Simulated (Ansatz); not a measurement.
## Sr: pressure against volume scale

Periodic Kohn-Sham DFT of a crystal at fixed atoms, scaled to volume_scale times the given cell; pressure positive in compression, energy less spherical unpolarised free atoms, largest_vzz the field gradient of largest size among the nuclei. The results are calculated, by Ansatz 0.2.0.

The cell before it is scaled or strained (space group Fm-3m, No. 225):
```
cell vectors (Å)
   0.0000     3.0423     3.0423
   3.0423     0.0000     3.0423
   3.0423     3.0423     0.0000
atoms (fractions of the cell vectors)
Sr  0.00000  0.00000  0.00000
```

Settings of every row: method all-electron PAW; functional LDA; relativity scalar; k mesh 10x10x10; filling fermi-dirac; smearing width 0.08 eV; nucleus gaussian.

Atom start moment: 0 on all atoms.

```
row  volume scale  V (Å³/atom)  pressure (GPa)
  1          0.94       52.938          -0.993
  2          0.96       54.069          -1.198
  3          0.98       55.196          -1.385
  4          0.99       55.753          -1.472
  5             1       56.319          -1.554
  6          1.01        56.88               ?
  7          1.02       57.443          -1.708
  8          1.04       58.569          -1.846
  9          1.06       59.701          -1.972
```

Question: what pressure should row 6 give?

Worked fit of pressure. Take u = (V_r/V)^(2/3) − 1 with V_r = 56.036 Å³ an atom, which is twice the finite (Eulerian) strain; such expansions in the strain, on which the Birch-Murnaghan equation of state is built, carry the rest volume and the bulk modulus. The shown rows have u = 0.03864, 0.02411, 0.01012, 0.00338, -0.00335, -0.0164, -0.02904, -0.04136. Least squares give pressure = −1.5133 + 12.327 × u + 29.78 × u² GPa; a straight line predicts inner rows, each left out in turn, worse (root mean square 0.015 against 0.00072 GPa). The rows lie off it by 0.000, 0.001, 0.001, -0.001, 0.000, -0.001, 0.000, 0.000. The withheld row has u = -0.00992, so the fit gives −1.5133 + 12.327 × (-0.00992) + 29.78 × (-0.00992)² = -1.633 GPa.

The calculation gave -1.633 GPa. The fit meets it to the printed digit.
